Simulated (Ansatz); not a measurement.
# A series in volume scale on Nb

Results calculated with Ansatz 0.2.0, not measured. Plane-wave DFT, scalar-relativistic PAW made under PBE with cores redone for the functional, no dispersion; the given relaxed cell is scaled uniformly, energy at zero smearing counts from the unscaled cell, pressure at the given Fermi-Dirac smearing is positive in compression.

The cell before it is scaled or strained (space group Im-3m, No. 229):
```
Nb
1.0
     -1.6746     1.6746     1.6746
      1.6746    -1.6746     1.6746
      1.6746     1.6746    -1.6746
Nb
1
Direct
  0.00000 0.00000 0.00000
```

Settings of every row: spin polarised yes; functional BLYP; wave cutoff 420 eV; smearing width 0.05 eV; k mesh 22x22x22.

Atom:
| element | starting moment (Bohr magneton) |
| --- | --- |
| Nb | 1 |

| row | volume scale | V (Å³/atom) | energy change per atom (meV) | pressure (GPa) |
| --- | --- | --- | --- | --- |
| 1 | 0.88 | 16.53 | 167.92 | 25.96 |
| 2 | 0.92 | 17.281 | 71.06 | 15.81 |
| 3 | 0.96 | 18.033 | 17.53 | 7.39 |
| 4 | 1.04 | 19.536 | ? | ? |
| 5 | 1.08 | 20.287 | 49.32 | -10.12 |
| 6 | 1.12 | 21.038 | 106.56 | -14.01 |

Largest site moment is 0 Bohr magneton in every row.

Question: what energy change per atom and pressure should row 4 give?

Worked fit of energy change per atom. Take u = (V_r/V)^(2/3) − 1 with V_r = 18.033 Å³ an atom, which is twice the finite (Eulerian) strain; such expansions in the strain, on which the Birch-Murnaghan equation of state is built, carry the rest volume and the bulk modulus. The shown rows have u = 0.05973, 0.0288, 0, -0.07551, -0.09765. Least squares give energy change per atom = 17.542 + 1219.32 × u + 21791.9 × u² meV; a straight line predicts inner rows, each left out in turn, worse (root mean square 57 against 0.5 meV). The rows lie off it by -0.20, 0.33, -0.01, -0.40, 0.29 (root mean square 0.28 meV). Its lowest point lies at u = -0.0280, or V = 18.82 Å³ an atom, and the curvature there gives the bulk modulus at fixed shape and fractions, B = (4/9)(1 + u)² E″(u)/V = 156 GPa. The withheld row has u = -0.05197, so the fit gives 17.542 + 1219.32 × (-0.05197) + 21791.9 × (-0.05197)² = 13.03 meV.

The calculation gave 12.33 meV. The fit lies 0.70 meV (5.7 % of the value, 0.45 % of the column's range) above it; its largest miss of a shown row is 0.40 meV.

Worked fit of pressure. Take u = (V_r/V)^(2/3) − 1 with V_r = 18.033 Å³ an atom, which is twice the finite (Eulerian) strain; such expansions in the strain, on which the Birch-Murnaghan equation of state is built, carry the rest volume and the bulk modulus. The shown rows have u = 0.05973, 0.0288, 0, -0.07551, -0.09765. Least squares give pressure = 7.387 + 276.01 × u + 583.2 × u² GPa; a straight line predicts inner rows, each left out in turn, worse (root mean square 1.5 against 0.013 GPa). The rows lie off it by 0.01, -0.01, 0.00, 0.01, -0.01. The pressure vanishes at u = -0.0285, or V = 18.83 Å³ an atom, and there the bulk modulus at fixed shape and fractions is B = −V dP/dV = (2/3)(1 + u) dP/du = 157 GPa. The withheld row has u = -0.05197, so the fit gives 7.387 + 276.01 × (-0.05197) + 583.2 × (-0.05197)² = -5.38 GPa.

The calculation gave -5.37 GPa. The fit lies 0.01 GPa (0.025 % of the column's range) below it, one unit of the last digit.
